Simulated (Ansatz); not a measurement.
Sb: energy change per atom and pressure as volume scale varies

Plane-wave DFT, scalar-relativistic PAW made under PBE with cores redone for the functional, no dispersion; the given relaxed cell is scaled uniformly, energy at zero smearing counts from the unscaled cell, pressure at the given Fermi-Dirac smearing is positive in compression. The results are calculated, by Ansatz 0.2.0.

The cell before it is scaled or strained (space group Fm-3m, No. 225):
```
Sb
1.0
      0.0000     2.3563     2.3563
      2.3563     0.0000     2.3563
      2.3563     2.3563     0.0000
Sb
1
Direct
  0.00000 0.00000 0.00000
```

Settings of every row: spin polarised no; functional PBEsol; wave cutoff 420 eV; smearing width 0.1 eV; k mesh 13x13x13.

Atom starting moment: 0 on all atoms.

Limits: the cell comes from a prototype or a list of computed structures and needn't be the stable phase.

| row | volume scale | V (Å³/atom) | energy change per atom (meV) | pressure (GPa) |
| --- | --- | --- | --- | --- |
| 1 | 0.88 | 23.025 | 98.08 | 11.48 |
| 2 | 0.92 | 24.072 | 39.97 | 6.75 |
| 3 | 0.96 | 25.118 | ? | ? |
| 4 | 1.04 | 27.212 | 7.91 | -2.32 |
| 5 | 1.08 | 28.258 | 29.91 | -4.24 |
| 6 | 1.12 | 29.305 | 63.39 | -5.79 |

Question: what energy change per atom and pressure should row 3 give?

Worked fit of energy change per atom. Take u = (V_r/V)^(2/3) − 1 with V_r = 27.212 Å³ an atom, which is twice the finite (Eulerian) strain; such expansions in the strain, on which the Birch-Murnaghan equation of state is built, carry the rest volume and the bulk modulus. The shown rows have u = 0.11783, 0.08517, 0, -0.02483, -0.0482. Least squares give energy change per atom = 7.613 − 602.871 × u + 11610.42 × u² meV; a straight line predicts inner rows, each left out in turn, worse (root mean square 33 against 0.73 meV). The rows lie off it by 0.31, -0.52, 0.30, 0.17, -0.26 (root mean square 0.33 meV). The withheld row has u = 0.05483, so the fit gives 7.613 − 602.871 × (0.05483) + 11610.42 × (0.05483)² = 9.46 meV.

The calculation gave 9.27 meV. The fit lies 0.19 meV (2 % of the value, 0.21 % of the column's range) above it; its largest miss of a shown row is 0.52 meV.

Worked fit of pressure. Take u = (V_r/V)^(2/3) − 1 with V_r = 27.212 Å³ an atom, which is twice the finite (Eulerian) strain; such expansions in the strain, on which the Birch-Murnaghan equation of state is built, carry the rest volume and the bulk modulus. The shown rows have u = 0.11783, 0.08517, 0, -0.02483, -0.0482. Least squares give pressure = −2.361 + 83.884 × u + 281.74 × u² GPa; a straight line predicts inner rows, each left out in turn, worse (root mean square 0.81 against 0.11 GPa). The rows lie off it by 0.05, -0.08, 0.04, 0.03, -0.04 (root mean square 0.051 GPa). The withheld row has u = 0.05483, so the fit gives −2.361 + 83.884 × (0.05483) + 281.74 × (0.05483)² = 3.09 GPa.

The calculation gave 3.03 GPa. The fit lies 0.06 GPa (2 % of the value, 0.35 % of the column's range) above it; its largest miss of a shown row is 0.08 GPa.
